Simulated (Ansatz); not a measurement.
# Abstraction of Cl: CCl3F + GeH3 → CCl2F + GeH3Cl

Species: CCl3F (trichlorofluoromethane) `FC(Cl)(Cl)Cl`, singlet; GeH3 `[GeH3]`, doublet; CCl2F (dichlorofluoromethyl radical) `F[C](Cl)Cl`, doublet; GeH3Cl (chlorogermane) `[Cl][GeH3]`, singlet. A radical takes Cl: the energy is the difference in strength between the C–Cl bond broken and the Ge–Cl bond made.

Shapes, held fixed at every level: PBE0-D4/def2-TZVP. Programs: Ansatz 0.2.0. The zero-point and thermal change to 298 K, harmonic and unscaled (PBE0-D4/def2-TZVP), is +3.6 kJ/mol.

```json
{"level": "MP2/def2-SVP", "kind": "perturbation theory", "ΔH(298 K) (kJ/mol)": "-76.5", "less CCSD(T)/def2-TZVPP": "+18.6", "CPU time (sum over the molecules)": "–"}
{"level": "HF/def2-SVP", "kind": "Hartree–Fock", "ΔH(298 K) (kJ/mol)": "-133.1", "less CCSD(T)/def2-TZVPP": "-38.0", "CPU time (sum over the molecules)": "–"}
{"level": "SPW92/def2-TZVPP", "kind": "LDA", "ΔH(298 K) (kJ/mol)": "-77.3", "less CCSD(T)/def2-TZVPP": "+17.8", "CPU time (sum over the molecules)": "7.5 s"}
{"level": "B3LYP-D4/def2-TZVPP", "kind": "global hybrid", "ΔH(298 K) (kJ/mol)": "-101.5", "less CCSD(T)/def2-TZVPP": "-6.4", "CPU time (sum over the molecules)": "24 s"}
{"level": "BHLYP-D4/def2-TZVPP", "kind": "global hybrid", "ΔH(298 K) (kJ/mol)": "-112.1", "less CCSD(T)/def2-TZVPP": "-17.0", "CPU time (sum over the molecules)": "18 s"}
{"level": "PBE0-D4/def2-TZVPP", "kind": "global hybrid", "ΔH(298 K) (kJ/mol)": "-98.2", "less CCSD(T)/def2-TZVPP": "-3.1", "CPU time (sum over the molecules)": "17 s"}
{"level": "wB97M-V/def2-TZVPP", "kind": "range-separated hybrid", "ΔH(298 K) (kJ/mol)": "-87.4", "less CCSD(T)/def2-TZVPP": "+7.7", "CPU time (sum over the molecules)": "62 s"}
{"level": "CCSD(T)/def2-TZVPP", "kind": "coupled cluster or CI", "ΔH(298 K) (kJ/mol)": "-95.1", "less CCSD(T)/def2-TZVPP": "0.0", "CPU time (sum over the molecules)": "2.2 min"}
```

The highest level, CCSD(T)/def2-TZVPP, gives ΔH(298 K) = -95.1 kJ/mol; the levels span -133.1 to -76.5. The column of differences is taken from that level and isn't an error. No measured value is set beside it here. Open shells run unrestricted. Relativity is left out for Ge. Outer-core shells of Ge are correlated in most correlated rows, in sets that cover them unevenly. Times are processor times on shared x86 and Arm servers, and rough.

Chlorine transfer from carbon to germanium is clearly exothermic at every level, so the Ge–Cl bond made is stronger than the C–Cl bond broken. Germanium is more electropositive than carbon, which gives Ge–Cl a larger ionic contribution. The remaining halogens also help by stabilising the CCl2F radical through lone-pair donation into the singly occupied orbital.

Hartree–Fock exaggerates the driving force, and MP2 in the same basis reduces it strongly. Correlation therefore favours the reactants, probably because it contributes more to the compact C–Cl bond, set among neighbouring halogen lone pairs, than to the longer, more polar Ge–Cl bond. Among the functionals, a larger share of exact exchange tends to make the reaction more exothermic, from SPW92 to BHLYP-D4, but PBE0-D4 falls out of order with B3LYP-D4, and the range-separated wB97M-V also lies above both. Exchange fraction alone thus doesn't fix the result. The closeness of PBE0-D4 to coupled cluster may partly reflect cancellation between the two bonds. The exothermicity says nothing about the abstraction barrier.
